Margin notes on time-dependent decoupling and the adiabatic X2C limit: a 10 keV pulse on copper

▸ 1. Conventions. Hartree atomic units, c = 137.036, electron charge −1, π = p + A, E = −∂A/∂t, B = ∇×A. With the energy zero at the rest energy, the one-electron Dirac blocks are h11 = V, h12 = h21 = cσ·π, h22 = V − 2c². V is a local potential. "Error" below means a departure from the four-component solution of this same one-electron model.

▸ 2. The equation of motion for X. Put ψS = XψL for every state that evolves from the positive-energy space. Then i dψS/dt = i(dX/dt)ψL + X(h11 + h12X)ψL must equal (h21 + h22X)ψL for all ψL, so

i dX/dt = h21 + h22X − Xh11 − Xh12X.

Setting the left side to zero gives the static Riccati equation. Its positive-energy root at time t is the instantaneous X0(t).

▸ 3. The transformed Hamiltonian. With Ψ = UΦ, i dΦ/dt = (U†hU − iU†dU/dt)Φ. The first column of U is (R, XR) with R = (1 + X†X)^(−1/2). Adiabatic X2C builds U from X0(t) and drops −iU†dU/dt. This drops two different things. The off-diagonal block, of size |dX0/dt|, recouples to negative energies. The electronic block is, from R ≈ 1 − X†X/2,

D = −(i/2)(X0†Ẋ0 − Ẋ0†X0).

For uniform A, X0 ≈ σ·π/(2c) and Ẋ0 = −σ·E/(2c). With [σ·a, σ·b] = 2iσ·(a×b),

D = σ·(E×π)/(4c²),

which is the spin–orbit coupling in the electric field of the pulse.

▸ 4. The correction to X. Insert X = X0 + δX and keep linear terms:

(h22 − X0h12)δX − δX(h11 + h12X0) = i d(X0 + δX)/dt.

The two brackets carry the negative and the positive spectrum, so this Sylvester equation has denominators near −2c². To leading order δX = −iẊ0/(2c²) = iσ·E/(4c³), of size E0/(4c³). Two conditions follow. δX is small against 1 when E0 ≪ c³, the critical field of 2.573×10⁶ a.u. or 1.323×10¹⁸ V/m. δX is small against the field-induced part of X0, A0/(2c) = E0/(2cω), when η = ω/(2c²) ≪ 1. The second ratio does not fall as the pulse is made weaker, so it is the one that matters for cross sections.

THE ESTIMATE BY HAND

▸ 5. Take a linearly polarized pulse of 10¹⁸ W/cm², an illustrative intensity for a focused X-ray free-electron laser. The atomic unit of intensity is about 3.5×10¹⁶ W/cm², so E0 ≈ 5. With 27 eV per hartree ω ≈ 370, and A0 ≈ 5/370 ≈ 0.014. With c ≈ 137, c³ ≈ 2.6×10⁶, so E0/c³ ≈ 2×10⁻⁶ and δX ≈ 5×10⁻⁷. The field-induced part of X0 is 0.014/(2×137) ≈ 5×10⁻⁵. Their ratio is the photon energy over the pair gap of about 1 MeV, η ≈ 0.01. The Cu K edge lies typically near 8.98 keV, so the pulse ionizes 1s. If the response of X is wrong by one part in a hundred, the natural guess is the same for the absorption amplitude, and about 2 % for the K-shell cross section.

THE CAREFUL CALCULATION

▸ 6. Inputs. ω = 367.49, 2c² = 1022.0 keV, η = 0.009785, E0 = 5.338 (2.745×10¹² V/m), A0 = 0.01453. Then E0/(4c³) = 5.19×10⁻⁷ and A0/(2c) = 5.30×10⁻⁵. The quadratic term Xh12X changes the field-induced X by a relative amount of order (A0/c)² = 1.1×10⁻⁸, so perturbation theory in the field is ample. For scale, the static X of a Cu 1s electron (Z = 29) is about Zα/2 = 0.106, with α = 1/c. Terms of relative order (Zα)² = 0.045 are left out throughout, which limits the results to two figures at best.

▸ 7. δX at finite frequency. For a free electron at rest in a uniform field, the component A e^(∓iωt) gives ±ωX = cσ·A − 2c²X, so X = cσ·A/(2c² ± ω). The magnitude of δX relative to X0 is η/(1 ± η), that is 0.00969 and 0.00988. Binding narrows the gap by 8.98/1022.0, or 0.9 %. The hand value for δX itself stands.

▸ 8. What a one-photon amplitude feels. Write U = U0(1 + κ), with U0 field-free and κ anti-Hermitian and linear in the field. Let h0 and h′ be the field-free Hamiltonian and the coupling, both transformed by U0. To first order U†hU = h0 + h′ + [h0, κ]. Between positive-energy states i and f with Ef − Ei = ω the commutator gives +ωκfi, and −i dκ/dt gives −ωκfi for the e^(−iωt) component. They cancel, and the exact amplitude is h′fi, the four-component matrix element. The adiabatic scheme keeps the first term and drops the second, so its amplitude is too large by ωκfi. Only the electronic block enters,

κ = (X(0)†X(1) − X(1)†X(0))/2,

with X(0) and X(1) the parts of X0 of zeroth and first order in the field. The off-diagonal block, which produces δX, is linear in the field and must act twice to return to positive energy. It cannot enter a one-photon amplitude.

▸ 9. Velocity gauge. For absorption E = iωA, and the dropped term linear in the field is D = ε iσ·(A×p) with ε = ω/(4c²) = η/2 = 0.00489, to be set against the main coupling A·p. The identity σ·p σ·A = A·p − iσ·(A×p) gives its action on an s state. σ·A leaves j = 1/2 and σ·p conserves j, so the product reaches p1/2 only, and in the p3/2 channel iσ·(A×p) equals A·p. For p1/2 take A along z, spin up χ, n = p/|p|. The normalized p1/2 spinor is φ = σ·n χ. The overlap of nz χ with φ is ⟨nz²⟩ = 1/3 and that of σ·n σz χ is 1, so σ·p σ·A is 3 A·p in this channel and iσ·(A×p) is −2 A·p. No radial function is needed. The adiabatic amplitudes carry the factors 1 − ε (p3/2) and 1 + 2ε (p1/2). The p3/2 cross section is too low by 2ε = 1.0 %, the p1/2 cross section too high by 4ε = 2.0 %, and their ratio too low by 6ε = 2.9 %. The channels have the nonrelativistic weights 2/3 and 1/3, so

Δσ/σ = (2/3)(−2ε) + (1/3)(4ε) = 0 at order η.

The remainder is of order 1/c⁴. It contains 2ε² = 4.8×10⁻⁵ from the squares and cross terms with the true spin–orbit splitting of the channels, of size ε(Zα)² = 2×10⁻⁴. The latter are not computed here, so only the order 10⁻⁴ is claimed. In the crystal the final states are no longer pure in j, but the first-order term is still a trace of σ over the two 1s spin states and vanishes as long as the final-state density is spin-free.

▸ 10. Where the one per cent survives. For circular light along z with A ∝ (1, i, 0), (A×p)z = −iA·p. The adiabatic amplitude T = A·p − ε iσ·(A×p) has the spin-diagonal elements (1 ∓ ε)A·p for spin up and down. The spin polarization of the photoelectrons along the beam, Tr(σz TT†)/Tr(TT†), is therefore displaced by −2ε = −η = −1.0 %. This is a shift against the four-component value, which is itself a relativistic effect of order 1/c², so the relative error of that observable is not small.

▸ 11. Length gauge. Now A = 0 and V gains E·r. The static equation already contains the field through h22X − Xh11, which supplies [E·r, σ·p]/(2c) = iσ·E/(2c) and hence X(1) = iσ·E/(4c³). This is the δX of note 4, which now counts as adiabatic. "Adiabatic" is thus a gauge-dependent word. The non-adiabatic correction moves one order up, to ωE0/(8c⁵) = 5.1×10⁻⁹. With {σ·p, σ·E} = 2E·p,

κ = iE·p/(8c⁴),

which is spin-free. For a local potential pfi = iω rfi, so ωκfi = −(ω²/(8c⁴)) E·rfi = −(η²/2) E·rfi, and

Δσ/σ = −η² = −9.6×10⁻⁵,

alike in both channels. With the (Zα)² terms omitted this is −1×10⁻⁴. It is the model's number, for an independent 1s electron in the dipole approximation, and it does not depend on the intensity.

▸ 12. Second order in the field. Here δX does act. For a free electron at rest and uniform linear polarization, the two denominators of note 7 give the cycle-averaged shift

ΔE = (c²A0²/4)[1/(2c² + ω) + 1/(2c² − ω)] = Up/(1 − η²), Up = A0²/4.

The adiabatic value is Up = 1.44 meV, the A²/2 term that also carries Thomson scattering. The missing part, η²Up = 0.14 µeV, is the average of E²/(8c⁴), which is the off-diagonal coupling E/(2c) squared over the gap 2c². For circular light of the same intensity, A = a(cos ωt, sin ωt, 0) with Up = a²/2, each spin sees one denominator, ΔE = c²a²/(2c² ∓ ω) ≈ Up(1 ± η) for spin up and down. This is D = σ·(E×A)/(4c²) = ηUp σz, or ±14 µeV. It cancels in a sum over paired spins, as in nonmagnetic Cu.

▸ 13. The term that rivals all this. The wavelength is 1.24 Å and the photon momentum k = ω/c = 2.68. Over a 1s radius of about 1/Z, k/Z = 0.092 and (k/Z)² = 0.0086, which is as large as η. The free electron at rest shows the rivalry exactly. In a circular plane wave along z the coupling cα·A takes the large component to the small component of opposite spin, at energy w = ∓ω and momentum of magnitude k. There it mixes with a large component through b = ±ck. The small–small element of the resolvent of [[0, b], [b, −2c²]] is

G = w/[w(w + 2c²) − b²].

With b = 0 this is 1/(2c² ∓ ω), the dipole result. With b² = ω² it is 1/(2c²) for both signs, and ΔE = c²a²G = Up for either spin at any frequency, to second order in the field. In two-component terms, B = kA for this wave, and σ·B/2 in second order gives spin up (ka/2)²/(−ω) = −ηUp, which cancels D. A plane-wave calculation that drops D thus acquires a false spin shift of ∓14 µeV. A dipole calculation that drops D lands on the right free-electron shift because two omissions cancel. For the K shell, retardation alters the total cross section at order (k/Z)², far more than the 10⁻⁴ of notes 9 and 11. It is common to both schemes. Where their difference is of first order in η, as in the channel cross sections and the spin polarization, retardation changes it only by relative terms of order k/Z in angular distributions and (k/Z)² after integration over angles. The spin-summed total in the velocity gauge is another matter, since its first-order term vanishes. With B = ik×A, the part of σ·B/2 of first order in k·r, together with rfi = pfi/(iω), gives a 1s → p amplitude M = 2ε iσ·(k̂×A)(k̂·p), of the same order as D. For A along x and k along z, the spin average of −2 Re(M†D) is 4ε²A²pz², and pz² and px² have the same angular average. This adds 4ε² = η² = 9.6×10⁻⁵ to Δσ/σ, twice the 2ε² of note 9. Retardation thus changes that remainder by a relative amount of order one, and only its order, 10⁻⁴, survives.

WHY THE TWO DIFFER

▸ 14. The hand value of 2 % and the length-gauge value of 1×10⁻⁴ stand in the ratio 2η/η² = 2/η = 204, about two hundred. Rounding has no part in it, since 0.01 against 0.009785 is a difference of 2 % of the value. The estimate got the size of δX right and then assumed that an observable is linear in it. Three facts undo that assumption.

First, δX belongs to the off-diagonal block. U†hU is block diagonal at X0, so a rotation between the blocks changes the electronic block only at second order. It costs one factor η on the way to negative energy and one on the way back, which is the η² of note 12.

Second, a term of first order in η does exist in the velocity gauge, but it comes from the diagonal block D and is proportional to σ. It moves intensity between p1/2 and p3/2 with the traceless pattern (−2, +1) on the weights (1/3, 2/3). The estimate is right, within factors 1 to 3, for the channel cross sections, the branching ratio and the spin polarization, and wrong for anything summed over spin.

Third, the small parameter counts time derivatives of the quantity that U follows. In the velocity gauge U follows A and the first dropped term contains E. In the length gauge U follows E and the first dropped term contains dE/dt, which is one more factor η.

▸ 15. A practical corollary of note 8. Freezing U at U0 and projecting the coupling gives h′fi, the exact one-photon amplitude, in either gauge. The price appears at second order in the field. In the velocity gauge the projection removes the negative-energy intermediate states and with them the whole A²/2 term, so Up and Thomson scattering must be restored by hand. In the length gauge the discarded off-diagonal coupling is only of size E/(2c), and the loss is a term of size E²/(8c⁴), whose cycle average is the 0.14 µeV found above.